**Student:** The Jarzynski equality returns an equilibrium free energy from a ramp of any speed. Then the fastest ramp should be the cheapest, and I doubt that.

**Lecturer:** The equality fixes a mean; the cost lies in the spread. Let the state $z$ have energy $H_t(z)$, let probabilities obey $\partial_t p=L_tp$, start in equilibrium, and define $W_t=\int_0^t\partial_sH_s(z_s)\,ds$ and $\beta=1/k_BT$. Consider $g(z,t)=\langle\delta(z-z_t)e^{-\beta W_t}\rangle$. In a time $dt$, transitions move weight by $L_t$, and each path at $z$ has its weight multiplied by $1-\beta\,\partial_tH_t(z)\,dt$. This is the Feynman–Kac equation,

$$\partial_tg=L_tg-\beta(\partial_tH_t)\,g,\qquad g(z,0)=e^{-\beta H_0}/Z_0 .$$

If $L_te^{-\beta H_t}=0$ at every $t$, then $g=e^{-\beta H_t}/Z_0$ solves it, and a linear initial-value problem has one solution. Summing over $z$ gives $\langle e^{-\beta W}\rangle=Z_t/Z_0=e^{-\beta\Delta F}$.

**Student:** Give me a case where I know the answer.

**Lecturer:** A single-electron box, with energy $E_C(n-n_g)^2$ and $E_C=e^2/2C_\Sigma$. Assume a heavily doped silicon island treated as a metal, $T=4.2$ K and $E_C=10\,k_BT=3.62$ meV, so $C_\Sigma=22$ aF. Keep $n=0,1$ and drop the $n$-independent term, which shifts $W$ and $\Delta F$ equally. In units of $k_BT$, used from here on, $H=xn$ with $x=10(1-2n_g)$. Ramp $n_g$ from 0.1 to 0.5, so $x$ falls from 8 to 0. The nearest omitted state, $n=-1$, starts 12 above $n=0$, with weight $6\times10^{-6}$. With $Z(x)=1+e^{-x}$,

$$\Delta F=-\ln\frac{Z(0)}{Z(8)}=-0.6928,$$

which is $-251\ \mu$eV for the model. Tunnelling rates $\Gamma_+=Gx/(e^x-1)$ and $\Gamma_-=e^x\Gamma_+$, with $G=k_BT/e^2R_T$ for junction resistance $R_T$, annihilate the vector $(1,e^{-x})$.

**Student:** Two exponentials give that. Why sample?

**Lecturer:** Here nothing beats the direct sum, and propagating $g$ deterministically is also exact, at $S^2$ multiplications per step with dense propagators on $S$ states. For $K$ coupled boxes $S=2^K$, while a sampler stores $K$ bits. The single box is the test bench for the samplers.

Make the ramp a staircase of $M$ jumps, $x_k=8-k\Delta$ with $\Delta=8/M$. A jump multiplies $g_1$ by $e^{\Delta}$; a hold leaves the Boltzmann vector alone, so the equality is exact for every $M$. A hold of length $\tau$ relaxes the occupation towards $f(x)=1/(1+e^x)$, leaving memory $\lambda=e^{-(\Gamma_++\Gamma_-)\tau}$. Set $\lambda=0$: the $n_k$ are independent, $W=-\Delta\sum_{k=0}^{M-1}n_k$, and the cost unit is one draw of $n$.

**Student:** Setting $\lambda=0$ removes the lag.

**Lecturer:** Only part of the dissipation. For small steps and constant $\lambda$ the occupation trails $f$ by $\lambda/(1-\lambda)$ steps, on top of the half step that the staircase itself loses, so the dissipated work grows by $(1+\lambda)/(1-\lambda)$. Holding five relaxation times gives $\lambda=0.0067$ and a factor 1.014.

Three estimators use $N$ repeats. Each stores the state and two running sums, so memory is independent of $N$ and $M$.

*J, the exponential average*, $-\ln\overline{e^{-W}}$, costs $C=NM$. Each step contributes $\langle e^{s\Delta n_k}\rangle=Z(x_k-s\Delta)/Z(x_k)$, so the product telescopes for integer $s$. For $s=1,2$ it gives the relative variance of $e^{-W}$,

$$v=\frac{Z(-\Delta)\,Z(8)}{Z(8-\Delta)\,Z(0)}-1 .$$

Write the sample mean as $e^{-\Delta F}(1+y)$ with $\langle y\rangle=0$, $\langle y^2\rangle=v/N$. The deviation is $-\ln(1+y)$, so the bias is $v/2N$ and the mean square deviation is $v/N=Mv/C$ at leading order.

*A, the mean work*, costs $NM$. Its bias is $W_d=-\Delta\sum_{k<M}f(x_k)-\Delta F$, and with $h=f(1-f)$ the variance of one ramp is $\sigma_W^2=\Delta^2\sum_{k<M}h(x_k)$.

*T, trapezoidal thermodynamic integration*, uses $dF/dx=f$. It samples all $M+1$ levels, costs $N(M+1)$, and weights the ends by one half, so $\sigma_T^2=\Delta^2[\sum_{k=1}^{M-1}h(x_k)+\tfrac14h(0)+\tfrac14h(8)]$. Since $f'=-h$, the Euler–Maclaurin formula gives its bias, $B_T\approx-\frac{\Delta^2}{12}[h(0)-h(8)]=-1.33/M^2$. The two sums differ only at the ends, so exactly $W_d=b/M+B_T$ with $b=4[\tfrac12-f(8)]=1.999$.

| $M$ | $v$ | $W_d$ | $\sigma_W^2$ | $B_T$ | $\sigma_T^2$ |
|---|---|---|---|---|---|
| 1 | 745 | 0.690 | 0.0215 | −1.309 | 4.005 |
| 4 | 3.186 | 0.413 | 0.502 | −0.0868 | 0.751 |
| 16 | 0.324 | 0.120 | 0.219 | −0.00521 | 0.234 |
| 64 | 0.0665 | 0.0309 | 0.0605 | −0.000325 | 0.0615 |

**Student:** At $M=1$ the work hardly scatters, yet $v=745$. That looks inconsistent.

**Lecturer:** A fraction $f(8)=3.4\times10^{-4}$ of sudden quenches starts occupied, and those carry exactly half of $\langle e^{-W}\rangle$. A root-mean-square deviation $\eta=0.05$ then needs $v/\eta^2=3.0\times10^5$ draws. That answers your first question.

At large $M$, expanding $v$ in $\Delta$ and using $\int_0^8h\,dx=\tfrac12-f(8)$ shows that $Mv$, $M\sigma_W^2$ and $(M+1)\sigma_T^2$ all tend to $2b=4.00$. Refining the uniform staircase brings every method to the cost $2b/\eta^2$. At fixed $M$ the costs are

$$C_J=\frac{Mv}{\eta^2},\qquad C_A=\frac{M\sigma_W^2}{\eta^2-W_d^2},\qquad C_T=\frac{(M+1)\sigma_T^2}{\eta^2-B_T^2},$$

and solving each for $\eta$ gives the accuracy inside a budget. Costs below are in $10^3$ draws with $N$ not rounded to an integer, deviations in $10^{-3}k_BT$; a dash means that the bias exceeds the target. The targets 0.05 and 0.01 are 18 and 3.6 $\mu$eV.

| method, $M$ | $C$, $\eta=0.05$ | $C$, $\eta=0.01$ | $\eta$, $C=10^4$ | $\eta$, $C=10^6$ |
|---|---|---|---|---|
| J, 4 | 5.1 | 127 | 36 | 3.6 |
| J, 16 | 2.1 | 52 | 23 | 2.3 |
| J, 64 | 1.7 | 43 | 21 | 2.1 |
| A, 4 | – | – | 413 | 413 |
| A, 16 | – | – | 121 | 120 |
| A, 64 | 2.5 | – | 37 | 31 |
| T, 4 | – | – | 89 | 87 |
| T, 16 | 1.6 | 55 | 21 | 5.6 |
| T, 64 | 1.6 | 40 | 20 | 2.0 |

**Student:** The A and T rows are exact formulas, but J is a truncated series. You compare 52 with 55.

**Lecturer:** From $\ln^2(1+y)=y^2-y^3+\tfrac{11}{12}y^4-\dots$, with $\langle y^3\rangle=\mu_3/N^2$ and $\langle y^4\rangle\approx3v^2/N^2$, the relative correction to $v/N$ is $\eta^2(\tfrac{11}{4}-\mu_3/v^2)$. Here $\mu_3$ is the third central moment of $e^{-(W-\Delta F)}$, from the $s=3$ product. Among the J rows $\mu_3/v^2$ is largest at $M=4$, 10.2, and the largest correction is $-1.9\%$, at $M=4$ and $\eta=0.05$. At $\eta=0.01$ it is 25 times smaller, so that comparison stands.

**Student:** Then choose.

**Lecturer:** With $M$ free, take T. For $\eta=0.05$, 16 steps already reach the large-$M$ cost of $1.6\times10^3$ draws, tied with 64. For $\eta=0.01$, 64 steps reach $40\times10^3$, and J at 64 costs $43\times10^3$. Inside $10^4$ and $10^6$ draws, T with 64 steps is best, at 0.020 and 0.0020, with J close behind. A single slow ramp, $N=1$ and $M=C$, where J and A coincide, has mean square deviation $2b/C+O(C^{-2})$ and so ties with these, but it has no repeats from which to estimate its spread.

The choice changes when $M$ is capped, say by a gate source with few levels. With 4 steps, J alone meets either target and is best in both budgets. With 16 steps, $C_J<C_T$ when $\eta^2<B_T^2/[1-(M+1)\sigma_T^2/Mv]$, that is $\eta<0.011$, or 3.9 $\mu$eV. So T wins at $\eta=0.05$ and at $10^4$ draws, while J wins narrowly at $\eta=0.01$ and clearly at $10^6$ draws, 2.3 against 5.6. J converts a bias that repeats cannot remove into variance that they can.

**Student:** A higher-order quadrature would shrink $B_T$. And why equal steps, when nothing fluctuates near $x=8$?

**Lecturer:** A smaller bias at similar variance pushes the crossover to smaller $\eta$; the table covers the trapezoid only. Unequal steps help all three. For a slowly varying step $\Delta(x)$ the variance per repeat tends to $\int h\Delta\,dx$ and $M=\int dx/\Delta$. The Cauchy–Schwarz inequality bounds their product below by

$$\Big(\int_0^8\sqrt h\,dx\Big)^2=\Big(\frac{\pi}{2}-2\arctan e^{-4}\Big)^2=2.35,$$

reached for $\Delta\propto h^{-1/2}$. Against 4.00 that saves 41% of the model's large-$M$ cost, more than the gap between J and T at 64 steps.